A Gaussian absorption line keeps about a third of its height one half-width from its centre, a fiftieth at two half-widths and a ten-thousandth at three. The half-width here is measured where the line has fallen to 1/e of its peak. A computed spectrum is built from such lines, because the calculation itself gives only sharp excitation energies and their strengths. For the phosphorus-rich molecule H16NP37 the question is how fast the absorption dies away below its first band, and whether that tail marks an absorption edge or only the width with which the lines were drawn.

Absorption spectrum of neutral H16NP37 in the gas phase, from PySCF 2.14.0 with density-fitted Tamm-Dancoff PBE0/6-31G(d) at the GFN2-xTB geometry. The six lowest singlet excitations, computed with frozen core orbitals and a virtual orbital cutoff of 1.5 Eh, are each drawn as a Gaussian of 0.25 eV half-width at 1/e height.

```
photon energy (eV)  molar absorptivity (L/(mol cm))
             1.900                              0.0
             2.000                                ?
             2.100                                ?
             2.200                            290.0
             2.300                            840.0
             2.400                           1820.0
             2.500                           3040.0
             2.600                           4060.0
             2.700                           4580.0
             2.800                           4550.0
```

Between 2.2 and 2.7 eV the molar absorptivity grows about sixteenfold, from 290 to 4580 L/(mol cm), and then levels off. The levelling is no secure band maximum, because only six excited states were sought and higher ones could add intensity there. The red side is safer ground, since distant higher states contribute little to it. The values appear to be rounded to tens, so the zero at 1.9 eV is read here as anything below 5.

The shape of the tail follows from the shape of one line. With A the molar absorptivity, E the photon energy, E₀ the excitation energy and w = 0.25 eV the half-width, a single transition gives

A(E) = A(E₀) · exp[−((E − E₀)/w)²]

Two points 0.1 eV apart on the red side differ by some factor. One step further to the red, that factor is itself larger by a fixed ratio:

exp[2 · (0.1/0.25)²] = exp(0.32) = 1.377

On a logarithmic scale the tail therefore falls ever more steeply, and the ratio depends only on the step and the width, whatever the molecule.

The steepness also shows where the absorbing states lie. For two neighbouring points, the logarithm of their ratio gives a mean excitation energy, in which each state counts by what it contributes there:

mean energy = midpoint + w² · ln(ratio) / (2 · 0.1 eV)

The rows at 2.2 and 2.3 eV give 2.58 eV, and those at 2.7 and 2.8 eV give 2.75 eV. A single line would give the same energy everywhere. At least two transitions must therefore share the band, one at or below the first energy and one at or above the second.

The far tail belongs mainly to the lower of these, so it can be continued by hand from two known rows. The table gives a factor of 840/290 = 2.90 between 2.3 and 2.2 eV. The next two factors and the values they lead to are

2.90 × 1.377 = 3.99, so A(2.1 eV) ≈ 290/3.99 ≈ 73 L/(mol cm)
3.99 × 1.377 = 5.49, so A(2.0 eV) ≈ 73/5.49 ≈ 13 L/(mol cm)

One more step gives about 2 L/(mol cm) at 1.9 eV, which agrees with the printed zero.

A description of the whole band uses two Gaussians of the same width. The lower was placed at the 2.58 eV found above; the position of the upper and both heights were adjusted by least squares to the eight known rows. The upper one settled at 2.86 eV, beyond the end of the table, and may well stand for several states. This model gives 71 L/(mol cm) at 2.1 eV and 13 L/(mol cm) at 2.0 eV, close to the estimate by hand.

The scatter of such a fit is a poor guide to its error in the tail. When each known row in turn is left out and predicted, the typical miss is 17 L/(mol cm), more than the whole value expected at 2.0 eV. Better limits come from the fact that absorption strengths are never negative. Towards the red, the lower states gain weight, so the mean excitation energy can fall or stay constant but never rise. The tail then drops no faster than the hand estimate, which makes that estimate a lower bound; allowing for the rounding of the two rows used, the bound at 2.1 eV is 70 L/(mol cm).

The upper bound comes from the row at 1.9 eV. A weak extra state at 2.1 eV, for example, would keep about half its height at 1.9 eV, where the total is below 5 L/(mol cm). Its own peak could then reach only about 10 L/(mol cm), some 0.2% of the highest value in the table. For any mixture of lines of this width, the same reasoning gives

A(2.1 eV) ≤ 1.377 × A(1.9 eV)^(1/3) × A(2.2 eV)^(2/3)

With 5 and 295 L/(mol cm) as the largest values that the rounding allows, the bound is 104 L/(mol cm). At 2.0 eV the two powers change places and the bound is 27 L/(mol cm).

The forecasts, with ranges as the values would be printed, are therefore:

2.1 eV: about 70 L/(mol cm), range 70 to 100
2.0 eV: about 13 L/(mol cm), printed as 10, range 10 to 30

The low ends are favoured, because the high ends would need a weak extra state below the main ones.

The withheld rows as computed:

```
photon energy (eV)  molar absorptivity (L/(mol cm))
             2.000                             10.0
             2.100                             70.0
```

Both values fall within their ranges, and both lie at the low end. At 2.1 eV the two-Gaussian model is about 1% above the computed 70 L/(mol cm). At 2.0 eV it is high by about 3 L/(mol cm), nearly 30% of the printed 10 but still within what rounding to tens allows. The upper parts of the ranges were not needed, and the excitations behind the spectrum show why. Their energies follow from the computed oscillator strengths and transition dipoles. The lowest of the six singlets lies at 2.57 eV and is also the strongest, so no weak singlet hides below it. The other five lie between 2.69 and 2.95 eV. The lower Gaussian of the model thus lies almost exactly at the energy of the lowest state, though it also takes up some strength from the states just above. The upper one stands for the rest of the group.

Two simpler pictures do worse, and their failures show what matters. A single Gaussian fitted to the same eight rows gives only 21 L/(mol cm) at 2.1 eV. It has to sit near the middle of the band, at 2.69 eV, and so lies too far from the tail. A plain exponential continued from the rows at 2.2 and 2.3 eV errs the other way, with 290/2.90 = 100 L/(mol cm), because it keeps the step factor constant where a Gaussian tail steepens.

The tail is thus the flank of the drawn lines, and the energy at which it seems to vanish is not an absorption edge. At 2.2 eV a line centred at 2.58 eV still has about a tenth of its peak height. Had the lines been drawn half as wide, that fraction would be about one ten-thousandth, with the same states and the same strengths. The apparent onset would move towards the blue although the molecule had not changed. In a real sample the width comes from vibrations and surroundings, and the line shape need not be Gaussian or the same for every state.

The agreement tests how the lines add up, not how accurate the excitation energies are. The width was an input, and the forecasts start from neighbouring values of the same spectrum. For anyone who needs the absorption at a fixed wavelength, the energies matter far more than the last digit of the tail. If the whole band lay 0.1 eV lower, the absorptivity at 2.1 eV would be the 290 L/(mol cm) now found at 2.2 eV, about four times as much. The functional, the small basis, the restricted set of empty orbitals and the approximate geometry can each shift the band, so absorptivities this far down the flank are uncertain by factors rather than by per cent.

For another spectrum drawn in this way, two points far down the red flank, where the lowest absorbing state dominates, are enough to continue the tail. Their ratio sets the first step, and the width sets how quickly the steps grow. The result is a lower bound, and it is a good estimate as long as no weak state lies further to the red. A point where the absorption has practically vanished limits how strong such a state could be.
